# Reading a photon's multipole from six Rabi frequencies

*Seminar talk, written out*

Let us treat the 729 nm line of Ca⁺ as a black box with $J=1/2$ below and $J=5/2$ above, and infer which photon it absorbs. A plane wave crosses the magnetic field $\mathbf B$ at an unknown angle $\theta$. From $m_J=+1/2$ we drive the resolved components $\Delta m=0,1,2$, with linear polarisation nominally in the plane of $\mathbf k$ and $\mathbf B$ ($\parallel$) or normal to it ($\perp$). These Rabi frequencies are made for the exercise, each with an independent standard error of 0.2 kHz.

| $\Delta m$ | $\Omega_\parallel/2\pi$ (kHz) | $\Omega_\perp/2\pi$ (kHz) |
|---|---|---|
| 0 | 51.3 | 1.8 |
| 1 | 23.4 | 28.6 |
| 2 | 27.1 | 50.7 |

## The modes

I use Coulomb gauge, Condon–Shortley phases and $\mathbf Y_{jlm}=\sum_q\langle l,m-q;1,q|jm\rangle Y_{l,m-q}\mathbf e_q$, with $\mathbf e_0=\hat z$, $\mathbf e_{\pm1}=\mp(\hat x\pm i\hat y)/\sqrt2$. The regular solutions at $\omega=ck$ are $j_l(kr)\mathbf Y_{jlm}$, $l=j-1,j,j+1$. The condition $\nabla\cdot\mathbf A=0$ removes one combination and leaves two:

$$\mathbf A^{M}_{jm}=j_j\mathbf Y_{jjm},\qquad \mathbf A^{E}_{jm}=\frac{\nabla\times\mathbf A^M_{jm}}{ik}=\sqrt{\tfrac{j+1}{2j+1}}\,j_{j-1}\mathbf Y_{j,j-1,m}-\sqrt{\tfrac{j}{2j+1}}\,j_{j+1}\mathbf Y_{j,j+1,m}.$$

Inversion sends $\mathbf A(\mathbf r)$ to $-\mathbf A(-\mathbf r)$, so the parity is $(-1)^{l+1}$: $(-1)^{j+1}$ for M$j$, $(-1)^j$ for E$j$.

**Question.** *What happens at $j=0$?*

Only $l=1$ exists, and $\mathbf Y_{010}=-\hat{\mathbf r}/\sqrt{4\pi}$ is radial. The field $j_1\mathbf Y_{010}$ is a gradient of $j_0$ with nonzero divergence, so no $j=0$ photon exists.

At large $r$, $j_{j+1}\to-j_{j-1}$, and the modes carry the transverse patterns

$$\mathbf a^E_{jm}=\frac{\hat\theta\,\partial_\theta Y_{jm}+i\hat\varphi\,mY_{jm}/\sin\theta}{\sqrt{j(j+1)}},\qquad \mathbf a^M_{jm}=\mathbf Y_{jjm}=-i\,\hat{\mathbf r}\times\mathbf a^E_{jm}.$$

A plane wave of polarisation $\boldsymbol\epsilon$ contains each mode with amplitude proportional to $\boldsymbol\epsilon\cdot\mathbf a^*_{jm}(\hat{\mathbf k})$. For one multipole the Wigner–Eckart theorem gives $\Omega\propto|\langle\tfrac12\tfrac12;jm|\tfrac52,\tfrac12+m\rangle|\,|\boldsymbol\epsilon\cdot\mathbf a^*_{jm}|$ with $m=\Delta m$. In $r_m=\Omega_\parallel/\Omega_\perp$ the atom cancels, leaving $r_m=|\sin\theta\,\partial_\theta Y_{jm}/mY_{jm}|$ for E$j$ and its reciprocal for M$j$.

## Inversion

The triangle rule allows $j=2$ or $3$, so the candidates are E2, M2, E3, M3.

**Type.** At $m=0$ an electric mode is polarised purely along $\hat\theta$, a magnetic one along $\hat\varphi$. The first row says electric. I read the residue as a rotation $\gamma$ of both polarisation axes: $\tan\gamma=1.8/51.3=0.035$, so $\gamma=2.0^\circ\pm0.2^\circ$.

The two components of $\mathbf a^E$ are in quadrature, so the rotation enters the other rows at second order. The raw ratio $\rho_m$ obeys $\rho_m^2=(r_m^2+\tan^2\gamma)/(1+r_m^2\tan^2\gamma)$. This turns $\rho_2=0.535$ into $r_2=0.533\pm0.004$ and leaves $r_1=0.818\pm0.009$.

**Rank.** With $x=\cos\theta>0$:

| | $r_2$ | $r_1$ |
|---|---|---|
| E2 | $x$ | $\lvert 2x^2-1\rvert/x$ |
| E3 | $\lvert 3x^2-1\rvert/2x$ | $\lvert x(15x^2-11)/(5x^2-1)\rvert$ |

For E2, $r_2$ fixes $x=0.533$ and predicts $r_1=0.81\pm0.02$, which the second row supports. For E3, $r_2$ has two roots. The root $x=0.782$ predicts $r_1=0.70\pm0.02$, about 5 combined standard deviations low, and $x=0.426$ predicts about 39. The photon is E2, its parity is $+1$, and the two levels share their parity.

**Angle.** From $r_2$, $\delta\theta=\delta r_2/\sin\theta$ and $\theta=57.8^\circ\pm0.3^\circ$. From $r_1$, the root of $2x^2+r_1x-1=0$ is $x=0.532$. There $|dr_1/dx|=2+1/x^2=5.5$, so this ratio is the sharper probe: $\theta=57.9^\circ\pm0.1^\circ$.

**Scale.** The squared Clebsch–Gordan coefficients for $j=2$ are $(3+m)/5$. With one scale $\Omega_0$, the values $(\Omega_\parallel,\Omega_\perp)/\Omega_0$ at $\gamma=0$ are $(\sqrt{18/5}\sin\theta\cos\theta,\,0)$, $\sqrt{4/5}\,(|\cos2\theta|,\cos\theta)$ and $(\sin\theta\cos\theta,\,\sin\theta)$. The rotation mixes their squares with weights $\cos^2\gamma$ and $\sin^2\gamma$. Least squares on all six entries, with $\gamma$ held at the value above, gives

$$\theta=57.9^\circ\pm0.1^\circ,\qquad \Omega_0/2\pi=60.0\pm0.1\ \text{kHz},\qquad \chi^2=0.6,$$

with three parameters taken from six data.

## Discussion

**Question.** *Is the solution unique?*

Up to symmetries. Alone, $r_1$ also admits $\theta\approx20^\circ$, but there $r_2=0.94$. Magnitudes cannot tell $\theta$ from $180^\circ-\theta$, nor $\gamma$ from $-\gamma$. The serious ambiguity is that M$j$ is E$j$ with the polarisation turned by $90^\circ$. Swapping the column labels converts E2 into M2 with the same fit, and intensities summed over polarisation never reveal the type. The parity therefore rests on knowing independently which plane holds $\mathbf B$.

**Question.** *Could the 1.8 kHz come from ellipticity?*

The first row cannot tell, but the others can. An axis ratio $\eta$ of fixed handedness interferes at first order, $\rho=(r+\eta)/(1+\eta r)$ with signed $r$ and $\eta$, a shift of $\eta(1-r^2)$. For $\eta=0.035$ that is 0.025 in $r_2$, well above its error. It moves the angle from $r_2$ by $1.7^\circ$ and that from $r_1$ by only $0.1^\circ$, so their agreement speaks against it. Driving $\Delta m=-2$, where the shift changes sign, would settle the matter directly.

**Question.** *M3 has parity $(-1)^4=+1$. Why not an E2–M3 mixture?*

It is allowed, and it would drive $\Delta m=0$ with $\perp$ light. An order estimate sets the coupling $\mu_B k^2r^2B_{\rm light}$ against $ekr^2E_{\rm light}$ with $B_{\rm light}=E_{\rm light}/c$. The amplitude ratio is $\hbar k/2m_ec=1.7\times10^{-6}$, four orders below 0.035, so M3 cannot supply the residue. M2 and E3 cannot mix with E2, since their parity is odd.

**Question.** *What have we learnt about calcium?*

The even parity is that of a 4s to 3d excitation, but the data were made for the exercise, so they test the method and not the ion. The fitted $\theta$, $\gamma$ and $\Omega_0$ are the model's numbers. They assume a plane wave, and a tight focus, which spreads $\hat{\mathbf k}$, would add its own residue to the first row.